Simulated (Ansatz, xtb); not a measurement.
## Two isomers of C3H11ClSi2

Structure X: `CC[SiH2]C[SiH2]Cl`, a singlet. Structure Y: `C[SiH2]CC[SiH2]Cl`, a singlet. Both are isolated molecules in the gas phase, relaxed with B3LYP-D3(BJ)/def2-SVP; each stands in its lowest conformer found.

**Question.** Estimate E(Y) − E(X) at the level CCSD(T)/def2-SVP + ΔMP2/def2-TZVPP.

**Answer.** Calculated at CCSD(T)/def2-SVP + ΔMP2/def2-TZVPP: E(Y) − E(X) = +3.2 kcal/mol, so structure X lies lower.

Level by level:

```csv
level,geometry,E(Y) − E(X) (kcal/mol),departure from the last row (kcal/mol),"job, with rough time for the two"
GFN2-xTB,GFN2-xTB,+1.1,−2.1,"optimisation, 0.45 s"
HF/STO-3G,GFN2-xTB,0.0,−3.2,"single point, 1.1 s"
r2SCAN-D4/def2-SVP,GFN2-xTB,+3.7,+0.5,"single point, 6.4 s"
B3LYP-D3(BJ)/def2-SVP,B3LYP-D3(BJ)/def2-SVP,+3.9,+0.7,"optimisation, 1.9 min"
HF/def2-SVP,B3LYP-D3(BJ)/def2-SVP,+2.7,−0.5,part of the CCSD(T) run
MP2/def2-SVP,B3LYP-D3(BJ)/def2-SVP,+3.6,+0.4,part of the CCSD(T) run
CCSD(T)/def2-SVP,B3LYP-D3(BJ)/def2-SVP,+3.4,+0.2,single point
CCSD(T)/def2-SVP + ΔMP2/def2-TZVPP,B3LYP-D3(BJ)/def2-SVP,+3.2,,"single point, 1.9 min"
```

As drawn, both hold the same kinds of bond in the same numbers.

HF/STO-3G finds them nearly level. The largest departure from CCSD(T)/def2-SVP + ΔMP2/def2-TZVPP is that of HF/STO-3G, 3.2 kcal/mol. The last row adds to CCSD(T) the change of the MP2 difference between the two basis sets, here −0.2 kcal/mol.

With thermal terms from frequencies at re-optimised GFN2-xTB minima (ideal gas, soft modes damped towards free rotors, one conformer each, 298.15 K, 1 atm): the zero-point term adds −0.3 kcal/mol; ΔH is +3.0 and ΔG +2.6 kcal/mol.

The correlated steps freeze 18 core orbitals. Run with Ansatz 0.2.0, xtb 6.7.1; the last row on 2 threads of Intel(R) Xeon(R) Processor @ 2.70GHz on a shared host.

The preference for X is modest, and it survives the thermal terms, with ΔG at +2.6 kcal/mol. Since the bond counts match, it must come from how the bonds are arranged: X has a carbon between two silicons, whereas Y separates the silicons by a two-carbon bridge. Silicon is the more electropositive partner, so the shared carbon in X probably gathers negative charge that both positive neighbours stabilise. Donation from the adjacent Si–C bond into the Si–Cl antibonding orbital may add to this, as Si–C is a better donor than the C–C bond in the corresponding position in Y.

Hartree–Fock in the split-valence basis already gives most of the gap, so dispersion and other correlation effects are secondary. The near-tie in the minimal basis probably reflects its inability to let polar Si–C and Si–Cl bonds adjust, not the geometry, because r2SCAN-D4 gives +3.7 kcal/mol at the same level of structure. Without a chlorine-free pair, the energies cannot separate chlorine's contribution from that of the Si–C–Si unit.
